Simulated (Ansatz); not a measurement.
# AgO2: the change of pressure with volume per atom

All results are calculated (Ansatz 0.2.0 development build). Equation of state of a cubic crystal from periodic Kohn-Sham density functional theory without spin; pressure corrected for the finite basis.

Cell of the first row (space group Fm-3m, No. 225):
```
cell vectors (Å)
   0.0000     2.5102     2.5102
   2.5102     0.0000     2.5102
   2.5102     2.5102     0.0000
atoms (fractions of the cell vectors)
Ag  0.00000  0.00000  0.00000
O   0.25000  0.25000  0.25000
O   0.75000  0.75000  0.75000
```

Settings of every row: formula AgO2; structure type fluorite; functional r2SCAN; spin treatment none; k mesh 11x11x11; occupation method fermi-dirac; occupation width 0.1 eV; wave cutoff 1050 eV; datasets hand-made PAW; density cutoff ratio 5; xc grid level 2.

Limits: a cubic model structure, not a phase known at ambient conditions; modest k-mesh, values are not fully converged in k; no spin polarisation, a magnetic state may lie lower; the SCF threshold is loose for a stress in some rows.

| row | volume per atom (Å³) | pressure (GPa) | energy above lowest point (meV/atom) |
| --- | --- | --- | --- |
| 1 | 10.545 | 9.17 | 12.93 |
| 2 | 10.889 | 2.829 | 0.27 |
| 3 | 11.232 | ? | ? |
| 4 | 11.576 | -6.73 | 9.96 |
| 5 | 11.92 | -10.282 | 28.34 |

Question: what pressure should row 3 give?

Worked fit of pressure. Take u = (V_r/V)^(2/3) − 1 with V_r = 11.232 Å³ an atom, which is twice the finite (Eulerian) strain; such expansions in the strain, on which the Birch-Murnaghan equation of state is built, carry the rest volume and the bulk modulus. The shown rows have u = 0.04297, 0.02089, -0.01991, -0.03886. Least squares give pressure = −2.4057 + 234.186 × u + 815.81 × u² GPa; a straight line predicts inner rows, each left out in turn, worse (root mean square 0.79 against 0.036 GPa). The rows lie off it by 0.006, -0.013, 0.015, -0.008 (root mean square 0.011 GPa). The pressure vanishes at u = 0.0099, or V = 11.07 Å³ an atom, and there the bulk modulus at fixed shape and fractions is B = −V dP/dV = (2/3)(1 + u) dP/du = 169 GPa. The withheld row has u = 0, so the fit gives −2.4057 + 234.186 × (0) + 815.81 × (0)² = -2.406 GPa.

The calculation gave -2.41 GPa. The fit lies 0.004 GPa (0.021 % of the column's range) above it; its largest miss of a shown row is 0.015 GPa.

The other values of row 3: energy above lowest point 0 meV/atom.
